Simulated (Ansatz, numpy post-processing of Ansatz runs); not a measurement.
# GaP under uniaxial strain along [110]: band gap, valley order, valence splitting and electron mass with r2SCAN and spin-orbit coupling

In GaP each gallium atom is bonded to four phosphorus atoms. The valence top at Γ is built from p orbitals, mainly those of phosphorus, and the conduction minimum lies on the lines from Γ to X, in six equivalent valleys. Strain along [110] makes these valleys unequal and splits the p levels. This matters for light emitters and strained layers, where the occupied valleys and the uppermost hole level govern transport and optical polarisation.

The series runs from 2 per cent compression to 2 per cent tension, measured from the cell relaxed with r2SCAN. Valence splittings are depths below the valence top, and valley energies are heights above the lowest valley. The two unstrained rows are the same crystal, listed once for each branch.

## Computational details

GaP (zincblende), space group 216, 2 atoms in the cell, from the Crystallography Open Database. The reference is the cell relaxed to zero pressure with this functional (primitive vectors 3.855, 3.855, 3.855 angstrom). A strain is imposed along [110]; the two axes across it are adjusted until their stresses vanish, and ions are relaxed to the run's tolerance. Ansatz 0.2.0, plane waves with PAW potentials (set ansatz_paw_generated_soft_1), r2SCAN, with spin-orbit coupling, no spin polarisation, no Hubbard U; cutoff 500 eV, self-consistent k meshes 8x8x8. Band extrema were located on a dense mesh in each cell and refined; masses are central differences at 0.008 and 0.03 1/angstrom.

Notes on method and selection:

- Semilocal Kohn-Sham gaps lie below measured gaps, and light masses that scale with the gap come out too small.
- Transitions to other structures, dislocations and cracks are not considered.
- The strain of the free axis follows from the ratios of the elastic constants.
- In some or all of these runs the relaxation's check for a lower neighbouring minimum was switched off (adjacent_minimum: false), so a lower one is not excluded.
- A blank cell means that the quantity is not defined for the row (degenerate or flat band, gap under 0.12 eV, no such level or valley in the search window, times from unlike processors), was not computed, or did not pass its check.
- Runs that did not converge, have known faults or may not be shown are not listed, and runs on Ansatz's PAW sets soft_1 and soft_2 are kept to separate tables.

Columns:

- imposed strain (per cent): axial strain imposed, positive in tension.
- free strain (per cent): resulting strain along the first free axis, normal to the strain axis and to z.
- edges: where the valence-band maximum and the conduction-band minimum lie in the zone.
- band gap (eV): fundamental Kohn-Sham gap (generalised Kohn-Sham for meta-GGA and hybrids), conduction-band minimum minus valence-band maximum.
- electron mass (m_e): electron conductivity mass of the lowest valley, in free-electron masses.
- valence splitting (eV): depth of the next valence level below the valence top, at the same point of the zone, listed up to 1.2 eV.
- next valley (eV): height of the next conduction valley above the lowest one, where one lies within the search window.

## Data

| member | side | imposed strain (per cent) | free strain (per cent) | edges | band gap (eV) | electron mass (m_e) | valence splitting (eV) | next valley (eV) |
| --- | --- | --- | --- | --- | --- | --- | --- | --- |
| −2.0 per cent | compression | −2.0 | 0.04 | Gamma to on Gamma-X (4 valleys, oblique to the axis) | 1.638 | 0.304 | 0.1675 | 0.1044 |
| −1.5 per cent | compression | −1.5 | 0.03 | Gamma to on Gamma-X (4 valleys, oblique to the axis) | 1.689 | 0.305 | 0.1198 | 0.0915 |
| −1.0 per cent | compression | −1.0 | 0.02 | Gamma to on Gamma-X (4 valleys, oblique to the axis) | 1.737 | 0.305 | 0.0749 | 0.0689 |
| −0.5 per cent | compression | −0.5 | 0.01 | Gamma to on Gamma-X (4 valleys, oblique to the axis) | 1.782 | 0.306 | 0.0341 | 0.0382 |
| +0.0 per cent | compression | 0.0 | 0.00 | Gamma to on Gamma-X | 1.819 | 0.305 | – | – |
| +0.0 per cent | tension | 0.0 | 0.00 | Gamma to on Gamma-X | 1.819 | 0.305 | – | – |
| +0.5 per cent | tension | 0.5 | −0.01 | Gamma to on Gamma-X (2 valleys, across the axis) | 1.779 | 0.306 | 0.0233 | 0.0442 |
| +1.0 per cent | tension | 1.0 | −0.02 | Gamma to on Gamma-X (2 valleys, across the axis) | 1.734 | 0.313 | 0.0364 | 0.0939 |
| +1.5 per cent | tension | 1.5 | −0.03 | Gamma to on Gamma-X (2 valleys, across the axis) | 1.684 | 0.316 | 0.0440 | 0.1487 |
| +2.0 per cent | tension | 2.0 | −0.04 | Gamma to on Gamma-X (2 valleys, across the axis) | 1.630 | 0.324 | 0.0494 | 0.1737 |

Least-squares fits to the whole series, with x = imposed strain (per cent); R² and errors in the fitted variable (y, or ln y where the fit is in ln y):

| y | side | members | fit | R² | rms residual | leave-one-out rms | the same for the mean of the others |
| --- | --- | --- | --- | --- | --- | --- | --- |
| band gap (eV) | compression | 5 | y = 1.824 + 0.09100 x | 1.00 | 0.0038 | 0.0079 | 0.081 |
| band gap (eV) | tension | 5 | y = 1.8238 − 0.094600 x | 1.00 | 0.0039 | 0.0082 | 0.084 |
| electron mass (m_e) | compression | 5 | y = 0.3056 + 6.000×10⁻⁴ x | 0.45 | 4.7×10⁻⁴ | 9.4×10⁻⁴ | 7.9×10⁻⁴ (fit no better) |
| electron mass (m_e) | tension | 5 | y = 0.3032 + 0.009600 x | 0.95 | 0.0016 | 0.0032 | 0.0087 |

## Interpretation

The gap falls for either sign of strain, from 1.819 eV to 1.638 eV at −2.0 per cent and to 1.630 eV at +2.0 per cent. The mean slopes are nearly equal: 0.181 / 2.0 = 0.091 and 0.189 / 2.0 = 0.095 eV per per cent. A gap governed by volume alone would rise on one side and fall on the other. Here splitting dominates: whichever the sign, some valley moves down and some valence level moves up.

A valley on Γ–X is lowered, relative to the others, by compression along its own axis. Compression along [110] shortens x and y and lets z lengthen, so the four oblique valleys become lowest. Tension reverses this and favours the two valleys along z. If the mean of all six stayed fixed, the lowest valleys would drop by 0.0689 / 3 = 0.023 eV at −1.0 per cent and by 2 × 0.0939 / 3 = 0.063 eV at +1.0 per cent. The gap falls by 0.082 and 0.085 eV, so the valence top supplies most of the fall in compression and the valleys most of it in tension, with a smaller contribution from volume.

The valence levels show the same asymmetry. Compression raises the p level directed along [110] away from the other two, and the splitting reaches 0.1675 eV. Tension pushes that level down and leaves the other two on top. They lie close together and are held apart mainly by spin-orbit coupling, so the splitting levels off, reaching only 0.0494 eV.

The electron mass stays between 0.304 and 0.306 m_e in compression, where a straight line does no better than the mean. In tension it rises from 0.305 to 0.324 m_e, or 6 per cent, although the gap shrinks. A likely cause is the shear contained in a [110] strain, which mixes the two lowest conduction bands near X for the z valleys. Their minimum moves towards X and the band flattens along the valley axis. The same mixing lowers the z valleys for either sign of strain, which would also explain why the valley splitting is larger in tension, where they are lowest, than in compression, where they lie above the others.

## Members off the line

Largest departures from the fit to the whole series:

| member | side | band gap (eV) | fit | computed − fit | in rms residuals |
| --- | --- | --- | --- | --- | --- |
| +0.0 per cent | compression | 1.819 | 1.824 | −0.005 | 1.3 |
| +0.0 per cent | tension | 1.819 | 1.824 | −0.005 | 1.2 |
| +1.0 per cent | tension | 1.734 | 1.729 | +0.005 | 1.2 |
| +2.0 per cent | tension | 1.630 | 1.635 | −0.005 | 1.2 |

The largest departures of the gap from the straight lines are only 0.005 eV, and they form a pattern: the ends of each branch lie below the line and the middle above it. This is curvature. The first half per cent of compression lowers the gap by 0.037 eV and the last by 0.051 eV; in tension the steps grow from 1.819 − 1.779 = 0.040 eV to 1.684 − 1.630 = 0.054 eV.

The clearest break is in the next valley at +2.0 per cent. Its height grows by 0.0497 and 0.0548 eV in the two preceding steps, then by only 0.1737 − 0.1487 = 0.0250 eV. The gap shows no matching jump, so the lowest valley is not the cause. Probably the next valley is no longer one of the oblique Γ–X set but another, such as one at L, which expansion lowers relative to X. The valley at Γ lies too high to be the one.

The mass in tension rises in uneven steps of 0.001, 0.007, 0.003 and 0.008 m_e. A flat band along the valley axis makes a finite-difference mass sensitive to the step length, so the overall rise carries more weight than any single step.

## Questions the table answers

**Which strain lowers the gap by 0.10 eV?**

The target is 1.819 − 0.10 = 1.719 eV. In compression it lies between the rows at −1.0 and −1.5 per cent: (1.737 − 1.719) / (1.737 − 1.689) = 0.38, and 1.0 + 0.38 × 0.5 = 1.19. In tension, (1.734 − 1.719) / (1.734 − 1.684) = 0.30, and 1.0 + 0.30 × 0.5 = 1.15. Either sign needs about 1.2 per cent.

**Does 1 per cent of strain empty the upper valleys at room temperature?**

The thermal energy is roughly 0.026 eV, and equal density-of-states masses are assumed for all valleys. In tension four valleys lie above two: (4 / 2) × exp(−0.0939 / 0.026) = 0.05 electrons in the upper set for each one in the lower. In compression two lie above four: (2 / 4) × exp(−0.0689 / 0.026) = 0.04. Both strains nearly empty the upper set. Compression does so with a smaller splitting because fewer valleys lie above.

**Can the fitted slope be used for a strain of half a per cent?**

Only roughly. In compression it gives 0.0910 × 0.5 = 0.046 eV, against 0.037 eV from the rows, which is about 23 per cent too much. In tension it gives 0.0946 × 0.5 = 0.047 eV against 0.040 eV. For small strains the difference between neighbouring rows is the better measure.

## Rules of thumb and their limits

Within 2 per cent of either sign, strain along [110] narrows the gap of GaP, and the sign selects which valleys hold the electrons. Compression is the way to isolate a single valence level, while tension gives the larger valley splitting at equal strain.

r2SCAN gaps lie below measured ones, so the absolute gaps should be shifted upwards for comparison with experiment. Changes with strain should be more reliable, since an error common to all rows cancels. Lattice vibrations are left out; they would lower the gap somewhat, against the correction for the functional. The electron mass of these valleys depends on band separations near X rather than on the fundamental gap, so it should not be rescaled with that gap.

The relaxations did not fully exclude a lower neighbouring minimum, and the results apply to the strained zincblende crystal without dislocations or cracks.
